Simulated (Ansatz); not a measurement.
## WC: energy above lowest point as volume scale varies

All results are calculated (Ansatz 0.2.0). Free energy against uniform scaling of the volume at fixed shape and fractions; periodic cell, basis, potentials, k mesh and filling as listed.

The cell before it is scaled or strained (space group Fm-3m, No. 225):
```
CELL_PARAMETERS angstrom
0.00000 2.19270 2.19270
2.19270 0.00000 2.19270
2.19270 2.19270 0.00000
ATOMIC_POSITIONS crystal
W 0.00000 0.00000 0.00000
C 0.50000 0.50000 0.50000
```

Settings of every row: functional r2SCAN; dispersion none; potentials PAW; wave cutoff 600 eV; density cutoff 2400 eV; k mesh 11x11x11; k shift 0x0x0; occupations cold; smearing width 0.1 eV; spin none.

Limits: coarse k mesh, up to 40 meV an atom off; no spin-orbit coupling, which can matter with elements this heavy; the cell comes from a prototype or a list of computed structures and needn't be the stable phase.

| row | volume scale | V (Å³/atom) | energy above lowest point (meV/atom) |
| --- | --- | --- | --- |
| 1 | 0.94 | 9.91 | ? |
| 2 | 0.96 | 10.121 | 8.6 |
| 3 | 0.98 | 10.332 | 0 |
| 4 | 1 | 10.542 | 1.9 |
| 5 | 1.02 | 10.753 | 13.3 |
| 6 | 1.04 | 10.964 | 33.1 |
| 7 | 1.06 | 11.175 | 60.6 |

Question: what energy above lowest point should row 1 give?

Worked fit of energy above lowest point. Take u = (V_r/V)^(2/3) − 1 with V_r = 10.648 Å³ an atom, which is twice the finite (Eulerian) strain; such expansions in the strain, on which the Birch-Murnaghan equation of state is built, carry the rest volume and the bulk modulus. The shown rows have u = 0.03442, 0.02029, 0.00669, -0.00652, -0.01931, -0.03169. Least squares give energy above lowest point = 6.49 − 860.5 × u + 26750 × u² meV/atom; a straight line predicts inner rows, each left out in turn, worse (root mean square 11 against 0.065 meV/atom). The rows lie off it by 0.0, 0.0, 0.0, 0.1, 0.0, 0.0. Its lowest point lies at u = 0.0161, or V = 10.4 Å³ an atom, and the curvature there gives the bulk modulus at fixed shape and fractions, B = (4/9)(1 + u)² E″(u)/V = 378 GPa. The withheld row has u = 0.04905, so the fit gives 6.49 − 860.5 × (0.04905) + 26750 × (0.04905)² = 28.6 meV/atom.

The calculation gave 29 meV/atom. The fit lies 0.4 meV/atom (1.4 % of the value, 0.66 % of the column's range) below it; its largest miss of a shown row is 0.1 meV/atom. This row lies beyond the range of the fit.
